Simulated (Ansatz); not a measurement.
A series in wave cutoff on AsP

Results calculated with Ansatz 0.2.0, not measured. One setting of a density functional single point varied, free energy counted from the run at the reference value, pressure positive in compression; periodic cell, basis, potentials, k mesh and filling as listed.

Structure of every row (space group R3m, No. 160):
```
AsP
1.0
      1.8426     1.0638     3.3263
     -1.8426     1.0638     3.3263
      0.0000    -2.1277     3.3263
P As
1 1
Direct
  0.77252 0.77252 0.77252
  0.22748 0.22748 0.22748
```

Settings of every row: functional PBEsol; dispersion none; potentials PAW; k mesh 5x5x5; k shift 0x0x0; occupations fixed; smearing width 0 eV; spin none; varied setting wave cutoff; reference wave cutoff 450 eV.

Limits: coarse k mesh, up to 40 meV an atom off; cutoff under the advised one; the cell comes from a prototype or a list of computed structures and needn't be the stable phase.

```
row  wave cutoff (eV)  energy less reference (meV/atom)
  1               250                            425.75
  2               300                                 ?
  3               350                              6.02
  4               400                              0.61
  5               450                                 0
```

Question: what energy less reference should row 2 give?

Worked fit of energy less reference. Measure energy less reference from the row at the highest cutoff, 0.00 meV/atom, and take the logarithm of what remains: 250 → 6.05, 350 → 1.80, 400 → -0.49. A straight line through these is ln|rest| = 16.952 − 0.0435 × cutoff, so the rest falls by a factor of e every 23 eV; from 3 rows that is a rough guide, not a law, and the row at the highest cutoff isn't the limit itself. At 300 eV the line gives ln|rest| = 3.902, a rest of 49.50 meV/atom, and so 0.00 + 49.50 = 49.50 meV/atom.

The calculation gave 54.7 meV/atom. The fit lies 5.20 meV/atom (9.5 % of the value, 1.2 % of the column's range) below it; its largest miss of a shown row is 9.97 meV/atom.
